# The infinite-frequency local-field factor $G(q,\infty)$: limits, scaling, and numbers for potassium

**Conventions.** Hartree atomic units; unpolarized uniform gas at zero temperature; $n=3/(4\pi r_s^3)$, $k_F=1/(\alpha r_s)$, $\alpha=(4/9\pi)^{1/3}$, $\omega_p^2=4\pi n$, $v_q=4\pi/q^2$, $\epsilon_q=q^2/2$, $Q=q/k_F$. The local-field factor is defined with the Lindhard function $\chi_0$:
$$\chi=\frac{\chi_0}{1-v_q(1-G)\chi_0},\qquad f_{xc}=-v_qG .$$
$S(k)$ and $g(r)$ are spin-summed, so the free gas has $g(0)=1/2$. Per electron, $u$ is the interaction energy, $t=t_0+t_c$ the kinetic energy and $t_0=\tfrac{3}{10}k_F^2$. Intermediate values are carried unrounded.

## Part 1. Derive $G(q,\infty)$

At fixed $q$ and $\omega\to\infty$, $\chi\to M_1/\omega^2+M_3/\omega^4$ with $M_1=nq^2$. $M_3$ is the ground-state average of the double commutator of $\dot\rho_{\bf q}$, $H$ and $\dot\rho_{-\bf q}$, so it is a sum of a kinetic and a potential part.

*Kinetic part.* It is a one-body average over the interacting momentum distribution. Odd powers of ${\bf k}\cdot{\bf q}$ drop out and $\langle({\bf k}\cdot{\bf q})^2\rangle=\tfrac23q^2t$:
$$M_3^{\rm kin}=2n\langle(\epsilon_q+{\bf k}\cdot{\bf q})^3\rangle=nq^2\left[\tfrac14q^4+2q^2t\right].$$

*Potential part.* The term linear in the force is proportional to the total force and vanishes, which leaves
$$M_3^{\rm pot}=n^2\!\int\! d^3r\,g(r)\,(1-\cos{\bf q}\cdot{\bf r})\,({\bf q}\cdot\nabla)^2\frac1r .$$
Write $g=1-(1-g)$. The unit gives $n^2q^4v_q=nq^2\omega_p^2$, the ${\bf k}=0$ component being removed by the background. In the remainder use $(\hat{\bf q}\cdot\nabla)^2r^{-1}=2P_2(\cos\theta)/r^3-\tfrac{4\pi}{3}\delta({\bf r})$. The delta function is killed by $1-\cos$, and the angular average of $P_2\cos({\bf q}\cdot{\bf r})$ is $-j_2(qr)$. Hence $M_3^{\rm pot}=nq^2\omega_p^2[1-I(q)]$ with
$$I(q)=2\int_0^\infty\frac{dr}{r}\,[1-g(r)]\,j_2(qr).\tag{1}$$
Since $({\bf q}\cdot{\bf k})^2/(q^2k^2)$ is the Fourier transform of $-(\hat{\bf q}\cdot\nabla)^2(1/4\pi r)$, the same quantity is
$$I(q)=-\frac1n\int\!\frac{d^3k}{(2\pi)^3}\frac{({\bf q}\cdot{\bf k})^2}{q^2k^2}\left[S(|{\bf q}-{\bf k}|)-S(k)\right].$$

*Matching.* The Lindhard function has $M_3^0=nq^2[q^4/4+2q^2t_0]$, and expanding the definition of $G$ to order $\omega^{-4}$ gives $M_3=M_3^0+nq^2\omega_p^2(1-G)$. Therefore
$$\boxed{G(q,\infty)=I(q)-\frac{2q^2t_c}{\omega_p^2}}\tag{2}$$
The second term exists because $\chi_0$ carries $t_0$. If the reference function is built from the interacting momentum distribution, the local field is $I(q)$ alone.

## Part 2. Dimensional analysis

From $q$, $n$, $\hbar$, $m$, $e^2$ two independent dimensionless groups can be formed, so $G(q,\infty)$ is a function of $Q$ and $r_s$. With units restored the kinetic term is $2q^2t_c/(m\omega_p^2)$, free of explicit $\hbar$. Shift ${\bf k}={\bf q}+{\bf p}$ in the first term of $I$ and do the angles. With $x=p/k_F$,
$$I=\frac32\int_0^\infty\! dx\,x^2[1-S(x)]\,K(x/Q),\qquad K(y)=\frac5{12}-\frac{y^2}4+\frac{(1-y^2)^2}{8y}\ln\left|\frac{1+y}{1-y}\right| .\tag{3}$$
No coupling constant multiplies the integral: $I$ depends on $r_s$ only through the shape of $S$. The kernel has the expansions
$$K=\tfrac23-\tfrac23y^2+\tfrac2{15}y^4+\dots\ (y<1),\qquad K=\tfrac2{15}y^{-2}+\tfrac2{105}y^{-4}+\dots\ (y>1).$$
Using $k_F^2/\omega_p^2=\tfrac{3\pi}4\alpha r_s$, define
$$A=-\frac{4}{15}\frac{uk_F^2}{\omega_p^2}=-\frac\pi5\alpha r_su,\qquad B=\frac{2t_ck_F^2}{\omega_p^2}=\frac{3\pi}2\alpha r_st_c,\qquad G=I-BQ^2 .$$
The virial theorem supplies the energies: $t_c=-d(r_s\varepsilon_c)/dr_s$ and $u=r_s^{-1}d(r_s^2\varepsilon_{xc})/dr_s$.

## Part 3. Small $q$

Insert $j_2(x)=x^2/15-x^4/210+\dots$ in (1). Since $u=-2\pi n\int r(1-g)\,dr$, the first term is $-\tfrac4{15}uq^2/\omega_p^2=AQ^2$. The second needs $\int r^3(1-g)\,dr=(\pi^2n)^{-1}\int S(k)k^{-2}dk$, which follows from the transform $-8\pi/k^4$ of $r$. Thus
$$G=(A-B)Q^2-A_4Q^4+O(Q^6),\qquad A_4=\frac1{35}\int_0^\infty\frac{S(x)}{x^2}dx>0 .$$
The integral converges because $S\to k^2/2\omega_p$ in the interacting gas. The kernel tends to $f_{xc}(0,\infty)=(2t_c+\tfrac4{15}u)/n$.

With exchange only, $1-S=1-\tfrac34x+\tfrac1{16}x^3$ for $x<2$ and zero beyond. The linear term makes $A_4$ diverge logarithmically, and term-by-term integration of (3) gives
$$I_x=\frac3{20}Q^2-\frac3{140}Q^4\left[\ln\frac2Q+\frac{247}{210}\right]+O(Q^6\ln Q).$$
In a dense interacting gas the linear law $\tfrac34x$ gives way to $k^2/2\omega_p$ near $x=3\omega_p/2k_F^2\propto r_s^{1/2}$. Below that $Q$ the logarithm freezes and $A_4\simeq\tfrac3{280}\ln(1/r_s)$.

## Part 4. Large $q$

Only small $r$ matters in (1). Put $g=g(0)+g_1r+g_2r^2+\dots$ and use the Abel-summed integrals
$$\int_0^\infty x^{s-1}j_2\,dx=\frac{\sqrt\pi\,2^{s-2}\,\Gamma(1+s/2)}{\Gamma\big((5-s)/2\big)}=\frac13,\ \frac\pi4,\ 2\quad(s=0,1,2).$$
Kimball's cusp condition is $g_1=g(0)$ in inverse bohr, so
$$I=\frac23[1-g(0)]-\frac{\pi g(0)}{2q}-\frac{4g_2}{q^2}+O(q^{-3}).\tag{4}$$
The plateau $I_\infty=\tfrac23[1-g(0)]$ can also be read off the momentum form: the shifted term gives $1-g(0)$ and the unshifted one $-\tfrac13[1-g(0)]$. In reduced units the cusp term is $C_1/Q$ with $C_1=\tfrac\pi2\alpha r_sg(0)$. Exchange has no cusp, and the small-$y$ series of $K$ gives
$$I_x=\frac13-\frac2{5Q^2}+\frac{24}{175Q^4}+\dots$$
At $Q=2$ these three terms sum to 0.242, against 0.243 from the full integral (3).

$I$ is bounded and $BQ^2$ is not, so $G\to-BQ^2$ and $f_{xc}(q,\infty)\to2t_c/n-4\pi I_\infty/q^2$. In real space this is a repulsive contact term $(2t_c/n)\,\delta({\bf r})$ plus an attraction $-I_\infty/r$ at short range. The two asymptotes of $I$ meet at $Q_\times=\sqrt{I_\infty/A}$. Whenever $A>B>0$, $G$ starts positive and must change sign at some $Q_0$.

## Part 5. Scaling with density

*High density.* With $\varepsilon_c=c_0\ln r_s-c_1$ and $c_0=(1-\ln2)/\pi^2$,
$$A=\tfrac3{20}+\tfrac\pi5\alpha r_s\left[2c_0\ln\tfrac1{r_s}+2c_1-c_0\right],\qquad B=\tfrac{3\pi}2\alpha r_s\left[c_0\ln\tfrac1{r_s}+c_1-c_0\right].$$
The leading correction to the net coefficient is $A-B=\tfrac3{20}-\tfrac{11\pi}{10}\alpha c_0\,r_s\ln(1/r_s)$, with prefactor 0.056: correlation raises $A$ but lowers $A-B$. Because $B\to0$, the zero lies on the plateau. Solving $BQ^2=\tfrac13-\tfrac25Q^{-2}$ gives $Q_0^2=1/(3B)-\tfrac65$, so $Q_0\propto[r_s\ln(1/r_s)]^{-1/2}$. The $O(r_s)$ fall of $g(0)$ below $1/2$ shifts $Q_0^2$ by $O(1/\ln(1/r_s))$, which is only logarithmically smaller than the $\tfrac65$.

*Metallic and low density.* For $r_s\ge1$ the Perdew–Zunger (1981) fit to Ceperley–Alder Monte Carlo energies is used, with assumed parameters $\gamma=-0.1423$ Ha, $\beta_1=1.0529$, $\beta_2=0.3334$:
$$\varepsilon_c=\frac{\gamma}{1+\beta_1\sqrt{r_s}+\beta_2r_s}.$$
At large $r_s$ it gives $u\propto r_s^{-1}$ (electrostatic energy) and $t_c\to|\gamma|\beta_1/(2\beta_2^2)\,r_s^{-3/2}$ (the scale of zero-point motion, $\omega_p$). Then $A\to0.290$, $B\to1.65\,r_s^{-1/2}$, $g(0)\to0$, and $Q_0\to\sqrt{2/(3B)}=0.63\,r_s^{1/4}$. These are extrapolations of the fit, and the law for $Q_0$ needs $B\ll A$; the two asymptotes are equal at $r_s=33$.

*Crossover.* $B/A$ vanishes at both ends. In the fit it peaks at $r_s\approx6$ with the value 0.70, so $G>0$ at small $q$ throughout its range. $Q_0$ grows toward both ends and has its minimum in between. Potassium sits almost at the point of strongest cancellation.

## Part 6. Numbers for K, with Al beside it

Typical inputs: $r_s=4.86$ for K and $2.07$ for Al (a wiring metal, also nearly-free-electron), and Monte Carlo on-top values of the uniform gas $g(0)\approx0.033$ and $0.14$ at these densities. All results are those of the jellium model. $A_0=-\tfrac{\pi}{12}\alpha r_s(r_s^2\varepsilon_{xc}''-2r_s\varepsilon_{xc}')$ is the static coefficient, $G(q,0)\to A_0Q^2$, from $f_{xc}(0,0)=d^2(n\varepsilon_{xc})/dn^2$.

| | K | Al |
|---|---|---|
| $k_F$ (bohr$^{-1}$) | 0.3949 | 0.9271 |
| $E_F$ (eV) | 2.12 | 11.7 |
| $\omega_p$ (eV) | 4.40 | 15.8 |
| $\varepsilon_c$ (mHa) | −28.80 | −44.40 |
| $t_c$ (mHa) | 12.59 | 24.35 |
| $u$ (mHa) | −135.7 | −290.1 |
| $A$ | 0.2159 | 0.1966 |
| $B$ | 0.1503 | 0.1237 |
| $A-B$ | 0.0656 | 0.0728 |
| $A_0$ | 0.286 | 0.268 |
| $I_\infty$ | 0.645 | 0.573 |
| $C_1$ | 0.131 | 0.237 |
| $Q_\times$ | 1.73 | 1.71 |
| $\sqrt{I_\infty/B}$ | 2.07 | 2.15 |
| $f_{xc}(0,\infty)$ (Ha bohr$^3$) | −5.29 | −1.06 |
| $2t_c/n$ (Ha bohr$^3$) | 12.1 | 1.81 |

The ratio $(A-B)/A_0$ is $3/5$ with exchange only, 0.27 for Al and 0.23 for K. The plateau of K is insensitive to the Monte Carlo input: setting $g(0)=0$ raises $I_\infty$ by only 3.4 per cent. The small-$q$ coefficient is the fragile one. A relative change in $t_c$ at fixed $u$ is amplified by $B/(A-B)=2.3$.

The plateau estimate $\sqrt{I_\infty/B}$ exceeds $Q_\times$ only slightly, so neither asymptote locates $Q_0$. A form for the hole is needed.

## Part 7. The crossover region for K

Take, with $x=r/\sigma$,
$$1-g=e^{-x^2}\left[1-g(0)-g(0)\sigma x+bx^2+cx^4\right],$$
which has the chosen $g(0)$ and the cusp built in. Let $s=\sigma/r_s$ and $\mu_j=\int_0^\infty x^j(1-g)\,dx$. Three exact conditions are available:

- normalization of the hole, $3s^3\mu_2=1$;
- the interaction energy, $s^2\mu_1=-\tfrac23r_su=0.4395$;
- the plasmon limit $S\to k^2/2\omega_p$, $s^5\mu_4=(3r_s)^{-1/2}=0.2619$.

Hole 1 sets $c=0$ and meets the first two: $s=0.681$, $b=1.025$. Hole 2 meets all three: $s=0.894$, $b=0.64$, $c=-0.19$. Both reproduce $A$ and $I_\infty$ by construction, which is no test of them. Integrating the series of $j_2$ with $z=q\sigma$,
$$W_p(z)=\int_0^\infty\! x^{p-1}e^{-x^2}j_2(zx)\,dx=\frac{z^2}{30}\Gamma\!\left(1+\tfrac p2\right){}_1F_1\!\left(1+\tfrac p2;\tfrac72;-\tfrac{z^2}4\right),$$
$$I=2\left\{[1-g(0)]W_0-g(0)\sigma W_1+bW_2+cW_4\right\}.$$

| $Q$ | $BQ^2$ | $I$, hole 1 | $I$, hole 2 | $G$, hole 1 | $G$, hole 2 |
|---|---|---|---|---|---|
| 0.5 | 0.038 | 0.052 | 0.052 | 0.014 | 0.014 |
| 1.0 | 0.150 | 0.181 | 0.181 | 0.030 | 0.031 |
| 1.5 | 0.338 | 0.331 | 0.328 | −0.007 | −0.010 |
| 2.0 | 0.601 | 0.455 | 0.442 | −0.146 | −0.159 |

*Quadratic regime.* $A_4=0.040$ (hole 1) and $0.038$ (hole 2). With hole 2 the quartic term reaches a tenth of $AQ^2$ at $Q=0.76$, but a tenth of $(A-B)Q^2$ already at $Q=0.42$. The cancellation nearly halves the range of the quadratic law for $G$.

*Maximum and zero.* For hole 2, $G$ peaks at $Q=0.99$ with the value 0.031. The zero is $Q_0=1.45$ (hole 1) and $1.44$ (hole 2). The two-term estimate $\sqrt{(A-B)/A_4}=1.32$ lies below it and the plateau estimate 2.07 well above it. Raising $B$ by an illustrative 2 per cent at fixed $u$ moves the zero of hole 2 to 1.40, a larger shift than the change of hole. The two holes share a Gaussian envelope and have no Friedel tail, so their agreement does not bound the uncertainty. The supported statement is $Q_0\approx1.4$, or $q_0\approx1.1$ Å$^{-1}$.

*Approach to the plateau.* In (4), $g_2=[1-g(0)-b]/\sigma^2$, and $4g_2/k_F^2$ is $-0.14$ for hole 1 and $+0.44$ for hole 2. The conditions imposed do not fix even the sign of this term. For hole 2 it outweighs the cusp term up to $Q=3.4$. The cusp term alone stays above one per cent of $I_\infty$ until $Q=20$. None of this matters much for $G$: at $Q=4$, $BQ^2=2.40$ dominates.

## Part 8. How large must $\omega$ be?

The moment expansion needs $\omega$ far above $\omega_p$ and above the edge of the particle-hole continuum, $qv_F+\epsilon_q=(2Q+Q^2)E_F$.

*Large $q$: the limits do not commute.* To order $q^2$ in $G$, $\chi$ is the free response of the interacting momentum distribution. Expanding in ${\bf k}\cdot{\bf q}$,
$$\chi=\frac{2n\epsilon_q}{\omega^2-\epsilon_q^2}+\frac23nq^2t\left[\frac1{(\omega-\epsilon_q)^3}-\frac1{(\omega+\epsilon_q)^3}\right],$$
and $v_qG=-\delta\chi/\chi^2$ with $\delta\chi$ the part due to $t_c$ gives
$$G\simeq-\frac{BQ^2}3\,\frac{3\omega^2+\epsilon_q^2}{\omega^2-\epsilon_q^2},$$
valid away from $\omega=\epsilon_q$. For $\omega\gg\epsilon_q$ this is $-BQ^2[1+\tfrac43\epsilon_q^2/\omega^2]$. At $\omega=0$ it is $+BQ^2/3$, opposite in sign and a third in size. On the imaginary axis $\omega=i\nu$ the sign changes at $\nu=\epsilon_q/\sqrt3$. For the model of K at $Q=4$ the leading term runs from $+0.80$ to $-2.40$ and crosses zero at $\nu=19.6$ eV.

*Small $q$.* The fifth moment diverges and the correction is not a power of $\omega^{-2}$. Second-order perturbation theory gives ${\rm Im}f_{xc}\to-c_\infty\omega^{-3/2}$, with the coefficient $c_\infty=23\pi/15$ assumed here from the literature. Analyticity in the upper half plane requires the form $(-i\omega)^{-3/2}\propto(-1+i)\,\omega^{-3/2}$, so ${\rm Re}f_{xc}=f_{xc}(0,\infty)+c_\infty\omega^{-3/2}$. The correction falls to a tenth of $|f_{xc}(0,\infty)|$ at $\omega=[10c_\infty/|f_{xc}(0,\infty)|]^{2/3}$, which is 4.4 Ha for K and 13 Ha for Al. The tail comes from close pair encounters, so short-range correlation should reduce the coefficient. Scaling it by $2g(0)$, an assumption and not a derived result, brings the K figure to 0.71 Ha.

*The real metals.* Jellium omits the ion cores. Typical thresholds are about 18 eV for K $3p$ and about 73 eV for Al $2p$, that is 0.66 Ha and 2.7 Ha, or 4.1 and 4.6 times the model $\omega_p$. At the zero of hole 2 the continuum edge of K is already 10.5 eV. The frequencies at which the valence gas would reach its limit therefore lie at or above the core thresholds, and core polarization also screens the response below them. Equation (2) serves as an exact end point for interpolations of the dynamic kernel rather than as a regime that can be isolated in either metal.

## Summary of regimes for the jellium model of K

| Range | Form of $G(q,\infty)$ | Leading correction |
|---|---|---|
| $Q\lesssim0.4$ | $0.0656\,Q^2$ | $-0.04\,Q^4$ |
| $Q\approx1$ | maximum, about 0.03 | depends on the hole and on $t_c$ |
| $Q\approx1.4$ | zero | shifts by $-0.04$ for $+2$ per cent in $B$ |
| $Q\gg2$ | $0.645-0.150\,Q^2$ | $-0.131/Q$ and an undetermined $Q^{-2}$ term |

In this model the infinite-frequency local field of K is never more than about 0.03 on the positive side, about a tenth of the quadratic static estimate $A_0Q^2$ at $Q=1$, and beyond $q\approx1.4\,k_F$ the correlation kinetic energy turns the kernel $f_{xc}(q,\infty)$ repulsive.